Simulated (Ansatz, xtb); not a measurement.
## A ladder of methods for SnNH3S2 (SMILES [NH2][SnH]1[S][S]1)

SnNH3S2 has 7 atoms, charge 0, and is taken as a singlet. SMILES: `[NH2][SnH]1[S][S]1`. Geometry: relaxed at PBE0-D4/def2-TZVP. This is one conformer, not always the lowest.

Quantity: the vertical energy of the triplet above the singlet, in eV. The values are calculated.

```
                              level                    kind  program  value (eV)  less CCSD(T)/def2-SVP  CPU time (all runs)
                           GFN0-xTB          semi-empirical      xtb        2.75                  +0.14            under 2 s
       HF/def2-SVP (core potential)            Hartree–Fock   Ansatz        2.48                  -0.13                 24 s
    SVWN5/def2-SVP (core potential)                     LDA   Ansatz        2.36                  -0.25                 23 s
     BLYP/def2-SVP (core potential)                     GGA   Ansatz        2.32                  -0.29                 55 s
   r2SCAN/def2-SVP (core potential)                meta-GGA   Ansatz        2.30                  -0.31                 68 s
    BHLYP/def2-SVP (core potential)           global hybrid   Ansatz        2.50                  -0.11                 41 s
CAM-B3LYP/def2-SVP (core potential)  range-separated hybrid   Ansatz        2.49                  -0.12                 36 s
      MP2/def2-SVP (core potential)     perturbation theory   Ansatz        2.62                  +0.01                 26 s
  CCSD(T)/def2-SVP (core potential)   coupled cluster or CI   Ansatz        2.61                   0.00              3.5 min
```

CCSD(T)/def2-SVP (core potential) is the highest level here, not the true value. Spin-orbit coupling is left out. The values span 2.30 to 2.75 eV. GFN0-xTB: no spin polarisation, so open shells miss the exchange term that lowers them. In the correlated wave-function rows the outer d shell of Sn is correlated, in sets not made for it. CPU times are rough (shared hosts, several kinds of processor and program).

The singlet lies well below the triplet at every level, at the singlet's geometry. The excitation probably moves an electron from the antisymmetric combination of sulfur lone pairs into the S–S σ* orbital. In a three-membered ring the two sulfur π-type lone pairs are held eclipsed, unlike in an open disulfide with its near-perpendicular twist, and their repulsion raises the occupied π* level towards σ*.

MP2 and CCSD(T) almost coincide, at 2.62 and 2.61 eV, while Hartree–Fock gives 2.48 eV, probably because it omits the opposite-spin pair correlation that favours the closed-shell singlet. The semi-local functionals give the smallest gaps, and the two hybrids fall between them and the coupled-cluster value. More exact exchange does not raise the gap throughout, however, since Hartree–Fock lies slightly below both hybrids.

Populating σ* should weaken and lengthen the S–S bond, so the relaxed triplet may lie considerably lower, and these vertical values do not give the energy needed to open the ring.
